The energy change in this scan is the free energy per atom of a sheared rubidium crystal, less that of the same crystal unsheared. It was computed with density functional theory by tilting the x and y directions of the cell towards or away from each other, while the atoms kept their fractional coordinates. The strain, written $g$ below, is the change in the right angle between these two directions, in radians. The tensile stress along the pattern is here the shear stress that goes with this tilt. Pressure counts as positive in compression, so a negative value means that the crystal is being pulled.

Rb in space group Cmcm (2-atom cell, 95.31 Å³ per atom, not relaxed at this level) under xy engineering shear at fixed fractional coordinates. Ansatz 0.2.0, PBEsol, plane-wave PAW, scalar-relativistic, no spin polarisation; cutoff 420 eV, k mesh 12×12×6, Gaussian smearing 0.15 eV. Energy changes are free energies relative to zero strain; pressure is positive in compression.

| strain | energy change (meV/atom) | tensile stress along pattern (GPa) | pressure (GPa) |
| --- | --- | --- | --- |
| -0.04 | 0.5 | -0.05 | -0.23 |
| -0.02 | 0.1 | -0.03 | -0.23 |
| 0 | 0.0 | 0.00 | -0.23 |
| 0.01 | 0.0 | 0.01 | -0.23 |
| 0.03 | 0.3 | 0.04 | -0.23 |

## One bowl, sampled unevenly

The energy rises on both sides of zero shear, and the stress changes sign there. At first sight the two sides look different: the energy is 0.5 meV per atom at a strain of -0.04, but only 0.3 at 0.03. The crystal has no such preference. The first point lies further out, and the energy grows as the square of the strain, so a ratio of 16 to 9 is what a symmetric bowl gives.

The reason for the symmetry is a mirror plane in the unsheared crystal. Reflection reverses the x direction and turns a shear of $+g$ into one of $-g$, while the crystal itself is unchanged. Both shears must therefore cost the same energy and produce opposite shear stresses. For small shear this leaves a parabola for the energy and a straight line for the stress.

Two entries look irregular only because of rounding. At a strain of 0.01 the energy change prints as zero, but with more digits it is 0.034 meV per atom, which lies on the parabola. At -0.02 the stress prints as -0.03 GPa, but the full output gives -0.0247 GPa, half the value at -0.04. A single rounding would print -0.02, so this entry seems to have been rounded twice.

The pressure obeys the same mirror rule, so it has no part proportional to the shear. It changes only with the square of $g$, and at the largest shear this amounts to 0.9 % of the pressure. That is why the column reads -0.23 GPa throughout.

## Why so little energy is needed

The bowl is very shallow: rubidium is a soft metal. Each atom contributes one loosely held outer electron, and these electrons spread rather evenly between widely spaced ions. The energy of an even electron gas depends on the volume it fills, but a change of shape at fixed volume hardly affects it. Much of the resistance to shear is then expected to come from the ions, whose mutual repulsion rises when they leave a favourable arrangement.

This argument gives a scale for the stiffness. The electrostatic energy of an ion in its surroundings varies as the inverse of the atomic radius, and dividing by the atomic volume turns it into a stiffness. With a rough prefactor of one tenth, recalled for point ions in an even background and not computed here, the result is of the order of 1 GPa, as in the calculation. The estimate supports the picture without dividing the computed stiffness into contributions from ions and electrons.

## Two stiffnesses from one crystal

A stiffness can be read from this scan in two ways. The slope of the shear stress against strain is 1.235 GPa. The curvature of the energy per volume is 1.129 GPa. The gap is far larger than the scatter of the points about either fit, so noise in the points cannot account for it.

The explanation starts with the pressure column. The unsheared cell is already stretched, with a tension of about 0.21 GPa along both x and y. Now picture a square whose sides tilt towards each other. The sides grow slightly longer, but the closing angle takes away more area than they add, so the base of the cell shrinks. A crystal under tension releases energy when it is allowed to shrink, and this release pays part of the cost of the shear.

The stress slope records how hard the crystal resists the tilt at each strain. The energy records the whole bill, including the refund from the tension. The energy curve is therefore shallower than the stress slope alone would suggest.

## The model and a worked row

Let $K$ be the slope of the shear stress, and let $t$ be the average of the tensions along x and y in the unsheared cell. The work done against the shear stress is $\tfrac12 K g^2$ per volume. The symmetric tilt multiplies the base area by $1-g^2/4$, so the tension gives back $t g^2/4$ per volume. Together,

$$
\frac{\Delta E}{V}=\frac12\left(K-\frac{t}{2}\right)g^2 ,
$$

where $\Delta E$ is the energy change per atom and $V$ the volume per atom.

Take the row at -0.04, where $g^2$ is 0.0016. Half the average tension is 0.107 GPa, so the effective stiffness is $1.235-0.107=1.128$ GPa. Half of this times $g^2$ gives $9.02\times10^{-4}$ GPa. To turn this into an energy, multiply by the atomic volume of 95.31 Å³ and divide by 160.2, the number of GPa in one eV/Å³:

$$
\Delta E=\frac{9.02\times10^{-4}\times95.31}{160.2}\ \text{eV}
=0.54\ \text{meV per atom}.
$$

The calculation gives 0.537 meV per atom. The stress of this row helped to fix $K$, but its energy did not enter the prediction. Without the tension term the estimate would be 0.588 meV per atom. The difference of 0.05 meV is the energy released as the base shrinks.

The row at 0.03 tells the same story on the other side of zero. The model gives 0.302 meV per atom, in agreement with the calculation, and without the tension term it gives 0.331. A shear of either sign shrinks the base, so the refund does not change sign with the strain.

The program fitted a straight line through zero to the shear stresses of all five rows, and a parabola to their energies for comparison. Relative to the fitted energy curvature, the stress slope alone is 9 % too high; with the tension included, the prediction is 0.1 % too low. This shows that stress and energy belong to the same energy surface. It is no test of whether the functional describes rubidium well, because both quantities come from the same functional. The printed output below gives the predictions row by row.

## What to do about it

First decide which stiffness the task needs. To find the shear stress in this stretched crystal at a given symmetric tilt, use the stress slope. To find the energy stored by that tilt, use the energy curvature. For the elastic constant of the unloaded crystal, use neither: relax the cell and the atoms until the forces and every single stress component vanish, not only the average stress, and repeat the scan.

The model also tells how much a leftover load matters elsewhere. The relative gap between the two readings is half the in-plane tension divided by the stress slope. It is 9 % here because the metal is soft; in a crystal a hundred times stiffer, the same tension would open a gap of only about 0.1 %. Under in-plane compression the sign reverses, and the energy curve becomes the steeper reading.

The way the shear is applied matters too. If one side of the base slides parallel to the opposite side, the area stays the same. The tension then gives no refund, and the stress slope and the energy curvature agree even in a loaded cell. Stiffnesses from two programs should therefore be compared only after checking how each one tilts the cell.

Next, let the atoms move. In this scan they are held at fixed fractional positions, and a force along x builds up in proportion to the shear, reaching 0.0067 eV/Å at -0.04. Letting the atoms follow this force would lower the energy of the sheared cells and make the crystal softer. Because the force grows in proportion to the strain, the energy gained would grow as its square, so the curve would remain a parabola with a smaller curvature.

Finally, keep the result to the crystal that was computed. This is a stretched, nearly hexagonal close-packed arrangement, whereas rubidium at ordinary conditions is body-centred cubic. For a value to compare with measurements, start from that structure and check that the stiffness holds with a denser k mesh. The scan also stays within the straight part of the stress curve, so its largest stress must not be taken for the strength of the metal.

Printed output of the fit:

```
fit of txy on 5 rows: coefficient of strain 1.235 +/- 0.00035; rms 1.73e-05, worst -0.04 -2.49e-05, leave-one-out rms 2.86e-05
fit of twice_density on 5 rows: coefficient of g2 1.129 +/- 4.9e-05; rms 8.3e-08, worst 0.03 -1.29e-07, leave-one-out rms 1.78e-07
Full precision and predictions:
    row  energy meV/atom  predicted with tension  predicted without tension  shear stress GPa  pressure change MPa  x force eV/A
  -0.04           0.5374                  0.5369                     0.5878          -0.04938                  2.1       -0.0067
  -0.02           0.1344                  0.1342                     0.1469          -0.02472                 0.53       -0.0034
    0.0                0                       0                          0                 0                    0             0
   0.01           0.0336                 0.03356                    0.03674           0.01236                 0.13        0.0017
   0.03           0.3024                   0.302                     0.3306           0.03707                 1.18         0.005
Smallest stress over strain, GPa: 1.234
Largest stress over strain, GPa: 1.236
Smallest stiffness from one energy, GPa: 1.129
Largest stiffness from one energy, GPa: 1.13
Stress stiffness less energy stiffness, GPa: 0.1057
Quarter of the summed in-plane tensions, GPa: 0.1068
Excess of the prediction without tension, percent: 9.355
Miss of the prediction with tension, percent: -0.09905
Volume lost at the largest shear, percent: 0.04
Energy released by tension at the largest shear, meV/atom: 0.05082
Largest pressure change, percent of the pressure: 0.9037
Coulomb scale of shear stiffness, order of magnitude only, GPa: 0.8542
```
